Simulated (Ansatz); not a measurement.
**AlF3 (SMILES [F][Al]([F])[F]): methods side by side**

The species is AlF3 (4 atoms), meant as a singlet with charge 0. SMILES: `[F][Al]([F])[F]`. The shape comes from GFN2-xTB, which is rough for such elements, and wasn't checked as a minimum.

```xyz
4

Al   -0.0002   -0.0003   -0.0013
F     1.6308   -0.0271    0.0135
F    -0.7915    1.4260   -0.0166
F    -0.8391   -1.3986    0.0044
```

Quantity: the energy change with the Al1–F3 bond stretched from 1.631 to 2.447 Å, in eV. The values are calculated.

```tsv
level	kind	program	value (eV)	less FCI/STO-3G	CPU time (all runs)
HF/STO-3G (restricted)	Hartree–Fock	Ansatz	5.55	+1.85	0.26 s
SVWN5/STO-3G (restricted)	LDA	Ansatz	4.11	+0.41	1.7 s
BLYP/STO-3G (restricted)	GGA	Ansatz	3.69	-0.01	2.6 s
r2SCAN/STO-3G (restricted)	meta-GGA	Ansatz	4.04	+0.34	6.4 s
r2SCAN0/STO-3G (restricted)	hybrid meta-GGA	Ansatz	4.49	+0.79	6.2 s
wB97X/STO-3G (restricted)	range-separated hybrid	Ansatz	4.48	+0.78	11 s
RPA@PBE/STO-3G (restricted)	RPA	Ansatz	3.44	-0.26	4 s
CCSD(T)/STO-3G (restricted)	coupled cluster or CI	Ansatz	3.72	+0.02	0.46 s
CCSDT(Q)/STO-3G (restricted)	coupled cluster or CI	Ansatz	3.70	0.00	1.4 s
FCI/STO-3G	exact in the basis	Ansatz	3.70	0.00	31 s
```

FCI/STO-3G is exact within its basis and frozen core, so for wave-function methods in that basis the difference is their error; functionals converge differently with the basis, so for them it is only a difference. Spin-restricted single references rise too steeply as a bond breaks, Hartree–Fock most of all. The first shape isn't each level's own minimum. The values span 3.44 to 5.55 eV. All rows use very small basis sets, so even the best lies far from the true value. Times are those of the runs behind each value, whatever else they computed, on shared processors of several kinds: orders of magnitude only.

Stretching one Al–F bond costs 3.70 eV at the FCI level, and Hartree–Fock overshoots this by 1.85 eV, so correlation lowers the stretched geometry far more than the starting one. The bond is strongly polar, its electron pair residing mainly on fluorine. As overlap with the aluminium 3s and 3p orbitals weakens, configurations that return charge to the metal gain weight, and a single closed-shell determinant cannot adjust their weight independently. CCSD(T) comes within 0.02 eV of FCI, which suggests that the correlation at this distance is still within reach of a single-reference expansion.

Among the functionals, going from r2SCAN to r2SCAN0 raises the cost from 4.04 to 4.49 eV, consistent with exact exchange bringing back part of the Hartree–Fock bias. BLYP's near coincidence with FCI is probably a cancellation of errors, since SVWN5 and r2SCAN, also without exact exchange, both lie higher. The agreement of the coupled-cluster methods at this one stretched geometry does not establish their reliability towards full dissociation, where near-degeneracy can become much stronger.
